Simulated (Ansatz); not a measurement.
## Ti5Si: what the smearing entropy tells about the Fermi level

Theory: DFT PBEsol, scalar-relativistic, plane waves, PAW (Ansatz).

```
Ti Si
1.0
     2.52284    1.45656    4.44090
    -2.52284    1.45656    4.44090
     0.00000   -2.91312    4.44090
Ti Si
5 1
Direct
  0.15144 0.15144 0.15144
  0.60535 0.39465 0.00000
  0.00000 0.60535 0.39465
  0.84856 0.84856 0.84856
  0.39465 0.00000 0.60535
  0.50000 0.50000 0.50000
```

```
plane-wave cutoff : 420 eV
Γ-centred k-mesh  : 12×12×12
spin treatment    : unpolarised
```

The same metal under several smearings of width σ, on one mesh. F is the free energy, TS the smearing's entropy term for the cell of 6 atoms, and E = F + TS. Gaussian occupations are ½ erfc[(ε − μ)/σ], and N counts both spins.

```tsv
rule	σ (eV)	F − F(narrowest) (meV/atom)	TS (meV/cell)
Fermi–Dirac	0.01	-0.104	1.457
Fermi–Dirac	0.3	-153.610	1962.045
Gaussian	0.01	0.000	0.231
Gaussian	0.1	-1.990	25.838
Gaussian	0.3	-20.943	264.141
```

Task: For a density of states N (both spins) that is flat over the smeared range, TS = Nσ²/2 (Gaussian) and (π²/3)Nσ² (Fermi–Dirac). What N does each run give?

Result:
| rule | σ (eV) | N (states/eV a cell) |
| --- | --- | --- |
| Fermi–Dirac | 0.01 | 4.43 |
| Fermi–Dirac | 0.3 | 6.63 |
| Gaussian | 0.01 | 4.62 |
| Gaussian | 0.1 | 5.17 |
| Gaussian | 0.3 | 5.87 |

Equal entropy needs σ_Gauss = π√(2/3) σ_FD = 2.57 σ_FD, so a Fermi–Dirac width acts like a Gaussian one 2.57 times as large. At moderate widths N lies between 5.17 and 5.87. The drift shows structure in the density of states within the smeared window (a rise with width points to a dip at the Fermi level, a fall to a peak or a steep flank), or a mesh too coarse for the narrower widths. At the narrowest widths only the few mesh levels within σ of μ count, so N can scatter there.

Task: To second order F = E0 − TS/2 and E = E0 + TS/2. How well does E0 = (E + F)/2 undo the smearing?

Result:
| rule | σ (eV) | F − E0(narrowest) (meV/atom) | (E + F)/2 − E0(narrowest) (meV/atom) |
| --- | --- | --- | --- |
| Fermi–Dirac | 0.01 | -0.12 | 0.00 |
| Fermi–Dirac | 0.3 | -153.63 | 9.87 |
| Gaussian | 0.01 | -0.02 | 0.00 |
| Gaussian | 0.1 | -2.01 | 0.14 |
| Gaussian | 0.3 | -20.96 | 1.05 |

At Gaussian 0.3 eV the free energy is off by -20.96 meV/atom and the mean by 1.05. What remains is of order σ⁴ plus the mesh error of the narrowest run, which is no exact reference. Forces and stress are derivatives of F, not of E0, so they keep the σ² error.

8 further runs of this set aren't shown, and 1 didn't finish or converge.

The smearing entropy points to a metal whose Fermi level probably lies in a shallow dip of the density of states. Ordered by effective width, N climbs from 5.17 to 5.87 and then 6.63 states/eV a cell. Only the step between the two narrowest runs, from 4.62 to 4.43, goes the other way, and it is too small to reveal fine structure. The positive remainder in the averaged energy fits the same picture, since upward curvature of the density of states gives the fourth-order term that sign.

In so titanium-rich a compound the states near the Fermi level should be mainly Ti 3d. A dip there would suggest a partial separation of bonding from antibonding d states, as in the group 4 metals, with Si 3p mixing deepening it or shifting it. It is no gap, as N stays finite throughout. Because the entropy weights both sides of the Fermi level alike, it can't tell whether the additional states are filled or empty.
